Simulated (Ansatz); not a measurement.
# A series in wave cutoff on SiO2

One setting of a density functional single point varied, free energy counted from the run at the reference value, pressure positive in compression; periodic cell, basis, potentials, k mesh and filling as listed. The results are calculated, by Ansatz 0.2.0.

Structure of every row (space group P4_2/mnm, No. 136):
```
cell vectors (Å)
   4.1773     0.0000     0.0000
   0.0000     4.1773     0.0000
   0.0000     0.0000     2.6652
atoms (fractions of the cell vectors)
Si  0.00000  0.00000  0.00000
Si  0.50000  0.50000  0.50000
O   0.30590  0.30590  0.00000
O   0.19410  0.80590  0.50000
O   0.69410  0.69410  0.00000
O   0.80590  0.19410  0.50000
```

Settings of every row: functional PBE; dispersion none; potentials PAW; k mesh 6x6x8; k shift 0x0x0; occupations methfessel paxton; smearing width 0.1 eV; spin none; varied setting wave cutoff; reference wave cutoff 550 eV.

Limits of some rows: cutoff under the advised one (row 1, 2, 3).

```
row  wave cutoff (eV)  energy less reference (meV/atom)
  1               300                             282.6
  2               350                             60.39
  3               400                              9.33
  4               450                                 ?
  5               500                              0.18
  6               550                                 0
```

Question: what energy less reference should row 4 give?

Worked fit of energy less reference. Measure energy less reference from the row at the highest cutoff, 0.00 meV/atom, and take the logarithm of what remains: 300 → 5.64, 350 → 4.10, 400 → 2.23, 500 → -1.71. A straight line through these is ln|rest| = 16.961 − 0.03715 × cutoff, so the rest falls by a factor of e every 26.9 eV; from 4 rows that is a rough guide, not a law, and the row at the highest cutoff isn't the limit itself. At 450 eV the line gives ln|rest| = 0.243, a rest of 1.28 meV/atom, and so 0.00 + 1.28 = 1.28 meV/atom.

The calculation gave 0.78 meV/atom. The fit lies 0.50 meV/atom (64 % of the value, 0.18 % of the column's range) above it; its largest miss of a shown row is 53.03 meV/atom.
